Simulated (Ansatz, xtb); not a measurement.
Ligand exchange: GeH3Br + SiH3(SnH3) → SiH3(GeH3) + SnH3Br

Species: GeH3Br `[GeH3][Br]`, singlet; SiH3(SnH3), singlet; SiH3(GeH3), singlet; SnH3Br `[Br][SnH3]`, singlet. The partners trade Br for SiH3: Ge–Br and Sn–SiH3 bonds give way to Ge–SiH3 and Sn–Br.

Shapes, held fixed at every level: PBE0-D4/def2-TZVP. Programs: Ansatz 0.2.0, xtb 6.7.1. The zero-point and thermal change to 298 K, harmonic and unscaled (PBE0-D4/def2-TZVP), is -0.2 kJ/mol.

```json
{"level": "GFN0-xTB", "kind": "semi-empirical", "ΔH(298 K) (kJ/mol)": "+22.3", "less CCSD(T)/def2-TZVPP": "+34.6"}
{"level": "SPW92/def2-TZVPP", "kind": "LDA", "ΔH(298 K) (kJ/mol)": "-12.9", "less CCSD(T)/def2-TZVPP": "-0.6"}
{"level": "r2SCAN-D4/def2-TZVPP", "kind": "meta-GGA", "ΔH(298 K) (kJ/mol)": "-16.6", "less CCSD(T)/def2-TZVPP": "-4.3"}
{"level": "B3LYP-D4/def2-TZVPP", "kind": "global hybrid", "ΔH(298 K) (kJ/mol)": "-15.6", "less CCSD(T)/def2-TZVPP": "-3.3"}
{"level": "wB97M-V/def2-TZVPP", "kind": "range-separated hybrid", "ΔH(298 K) (kJ/mol)": "-14.3", "less CCSD(T)/def2-TZVPP": "-2.0"}
{"level": "wB97X-V/def2-TZVPP", "kind": "range-separated hybrid", "ΔH(298 K) (kJ/mol)": "-15.4", "less CCSD(T)/def2-TZVPP": "-3.1"}
{"level": "MP2/def2-TZVPP", "kind": "perturbation theory", "ΔH(298 K) (kJ/mol)": "-10.4", "less CCSD(T)/def2-TZVPP": "+1.9"}
{"level": "CCSD(T)/def2-TZVPP", "kind": "coupled cluster or CI", "ΔH(298 K) (kJ/mol)": "-12.3", "less CCSD(T)/def2-TZVPP": "0.0"}
```

The highest level, CCSD(T)/def2-TZVPP, gives ΔH(298 K) = -12.3 kJ/mol; the levels span -16.6 to +22.3. They disagree on the sign: 1 of 8 are positive. The column of differences is taken from that level and isn't an error. No measured value is set beside it here. For atoms past krypton def2 sets carry core potentials with scalar relativity. Relativity is left out for Br, Ge. Outer-core shells of Br, Ge, Sn are correlated in most correlated rows, in sets that cover them unevenly.

The exchange is modestly exothermic, at -12.3 kJ/mol with CCSD(T): bromine favours tin, and the silyl group favours germanium. Every density functional and MP2 agree on this direction, and only GFN0-xTB reverses it, probably because its approximate charge model misjudges the balance between polar and nearly covalent bonds.

The preference fits the electronegativities within group 14. Tin gives up charge more readily than germanium, so the more ionic Sn–Br bond recovers much of what is lost through the poorer overlap of tin's larger, more diffuse valence orbitals. A bond to silicon has little polarity to offer such compensation, and so gains more from the compact orbitals of germanium. Because the numbers and formal types of bonds are conserved, much of the error in the individual bond energies should cancel, which probably explains why even LDA lies close to CCSD(T); that agreement is no evidence that LDA describes the separate bonds well. The reaction enthalpy fixes only the balance of the four bonds, not whether Sn–Br is itself stronger than Ge–Br.
